Why can a loosely packed arrangement of aluminium atoms have less energy than a denser one? A metal usually lowers its energy by surrounding each atom with many neighbours, and that also keeps the volume small. For aluminium, changing the stacking of close-packed layers costs about 10 to 20 meV per atom, going to body-centred cubic costs about 100, and opening the structure up to the diamond lattice costs about 800. A hundred meV per atom is roughly 10 kJ per mole. Against this scale, two roomy structures lie hundreds of meV lower than their volume suggests.

Structures of Al, with cell and atoms relaxed at 0 K and 0 GPa within the symmetry of the start, computed with Ansatz 0.2.0 (plane-wave PAW DFT, r2SCAN, scalar-relativistic, no spin polarisation, cutoff 500 eV, Gaussian smearing 0.1 eV). Energies are relative to the lowest structure in the table, extrapolated to zero smearing and without zero-point motion.

```tsv
found from	space group number	atoms in cell	volume per atom (Å³)	over lowest (meV/atom)
database cell	194	4	15.97	0.0
Sm type	166	3	16.02	9.0
database cell	194	2	16.02	21.0
W type	223	8	16.31	75.0
database cell	229	1	16.22	98.0
Ti type	191	3	16.46	125.0
changed type	69	2	17.41	162.0
Ga type	64	4	20.31	185.0
B type	166	12	23.42	248.0
Sn type	191	1	18.38	276.0
Sn type	141	2	18.79	353.0
Ca type	221	1	19.85	439.0
Si type	227	2	27.37	797.0
```

The column "over lowest" counts energy from the double-hexagonal stacking in the first row. Aluminium's true ground state, face-centred cubic, lies lower still, but this shifts all rows alike and leaves their differences untouched. Some labels need translating: the W type is the A15 structure, the Ti type is omega, and the Ca type is simple cubic. Of the two Sn types, number 191 is simple hexagonal and number 141 is the structure of white tin. The row called "changed type" left its starting structure during the relaxation, and its final structure isn't named.

Ten of the thirteen rows follow the simple rule that energy rises with volume, apart from two stackings of equal volume. The three close-packed stackings differ little, and not in their number of close neighbours, which is twelve in each. For the larger steps, the usual reason is bonding. An atom with fewer neighbours draws them closer and binds each more strongly: the nearest distance shrinks from 2.76 Å in body-centred cubic, with eight nearest neighbours, to 2.61 Å in diamond, with four. The stronger bonds do not make up for the lost ones, so the energy climbs as the structure opens.

Three rows break the rule. The Ga and B types take up more room than simple cubic, yet lie 254 and 191 meV per atom below it. Any curve that rises with volume and passes through simple cubic must therefore miss them by at least these amounts. The third case is mild: A15 is very slightly roomier than body-centred cubic but lies 23 meV lower, which is still several times the 4 meV per atom allowed for numerical error in metals.

To size a break, draw a straight line in volume between the nearest rule-keeping rows on either side. For the B type these are simple cubic and diamond. With $V$ the volume per atom in Å³ and $E$ the energy over the lowest in meV per atom, the line gives

$$E = 439 + \frac{23.42-19.85}{27.37-19.85}\,(797-439) \approx 609.$$

The calculation gives 248, so the B type lies about 360 meV per atom below the line, which was drawn without using that row. The same line puts the Ga type about 280 meV too high. For A15, a line from body-centred cubic to omega leaves a break of only about 30 meV. The printed output after the text lists these comparisons.

What does volume fail to measure? It counts all space, whether or not that space separates atoms that would otherwise bond. The B type, in its parent structure, is built of icosahedra, hollow cages of twelve atoms with gaps between them. The hollow and the gaps add volume, but each atom has five close neighbours in its own cage and further contacts to other cages. The table doesn't list the relaxed distances in aluminium, so the argument assumes that the cages survive. A large volume here is a sign of holes more than of lonely atoms.

Neighbour number alone is not enough either, because the pattern of the neighbours matters. In simple cubic and diamond, no two nearest neighbours of an atom are nearest neighbours of each other, so the bonds form no triangles. The icosahedron, by contrast, has nothing but triangular faces. The Ga type, in its parent structure, consists of buckled layers in which each atom has six neighbours arranged in triangles, plus one short bond to the next layer. This pattern, too, is assumed to survive in aluminium.

Triangles suit a metal with few electrons. Take three atoms in a ring, each with one s orbital, and let $t$ be the strength of the coupling between two of them. The ring has one level at $2t$ below the energy of the free atom and two levels at $t$ above it. The first electrons therefore gain a great deal, while later ones must enter levels that weaken the bonding. In a solid, triangles tend to stretch the band towards low energies in the same way, though with p orbitals the effect also depends on how they point. Such a stretch pays when the band is less than half full.

Aluminium is in this position, with three valence electrons for four s and p orbitals that could hold eight. Diamond suits a band that is exactly half full. Each atom has four bonds, each bond is shared by two atoms, and a full bond needs two electrons, so the lattice calls for four electrons per atom. Silicon has them; aluminium can supply only 1.5 electrons per bond. This helps to explain in chemical terms why diamond is the highest structure in the table, and why a framework of triangles, in which several atoms share the same electrons, can be open and still bind well.

The small A15 break is harder to explain. Both A15 and body-centred cubic can be divided completely into tetrahedra, whose faces are triangles, and in both the edges are unequal: the longest exceed the shortest by about 15% in body-centred cubic and by about 22% in A15. Triangles therefore give A15 no clear advantage. The table doesn't even show which of the two is the odd one, because leaving out body-centred cubic instead of A15 would restore the rule just as well. The cause of this break stays open here.

Simple hexagonal shows where the argument stops. Its flat layers are full of triangles, and each atom has eight close neighbours when the cell is about as high as it is wide, yet it lies 91 meV above the Ga type and 28 meV above the B type. Triangles may help to explain why these two beat simple cubic and diamond, though no calculation here tests that directly, and they do not fix the whole order. A probable further cause is freedom to relax: in the Ga and B types the atoms can shift within the cell and choose unequal distances, whereas in simple hexagonal only the cell's size and its ratio of height to width can change. The energies contain both gains together, so how the credit divides remains a guess.

For a similar metal with few valence electrons, the table suggests a rule of thumb. Volume is a fair first guide to the order of structures, and it served ten of the thirteen here. Before discarding a roomy candidate, however, look at how its atoms are connected: an open network without triangles is likely to be costly, while one built of triangular cages or nets deserves its own calculation. An energy lower than the volume suggests doesn't make a structure stable: the Ga and B types still lie 185 and 248 meV per atom above the double-hexagonal stacking. The relaxations also kept the starting symmetry, so a distortion that breaks it might still lower the energy.

Printed output of the fit:

```
Breaks against the straight lines (rows that keep the rule are their own reference):
            row  volume A3  energy meV  line meV  break meV
  database cell      15.97           0         0          0
        Sm type      16.02           9         9          0
  database cell      16.02          21        21          0
         W type      16.31          75     108.1     -33.12
  database cell      16.22          98        98          0
        Ti type      16.46         125       125          0
   changed type      17.41         162       162          0
        Ga type      20.31         185     460.9     -275.9
         B type      23.42         248       609       -361
        Sn type      18.38         276       276          0
        Sn type      18.79         353       353          0
        Ca type      19.85         439       439          0
        Si type      27.37         797       797          0
Simple cubic minus gallium type, meV/atom: 254
Simple cubic minus boron type, meV/atom: 191
Simple hexagonal minus gallium type, meV/atom: 91
Simple hexagonal minus boron type, meV/atom: 28
Diamond type minus boron type, meV/atom: 549
bcc minus A15, meV/atom: 23
Extra volume of gallium type over simple cubic, percent: 2.317
Extra volume of boron type over simple cubic, percent: 17.98
Extra volume of A15 over bcc, percent: 0.5549
Rows with less volume but more energy than the boron type: 3
Nearest distance in bcc, A: 2.762
Nearest distance in simple cubic, A: 2.708
Nearest distance in diamond type, A: 2.61
Valence electrons per contact in diamond type (3 electrons and 4 neighbours an atom): 1.5
```
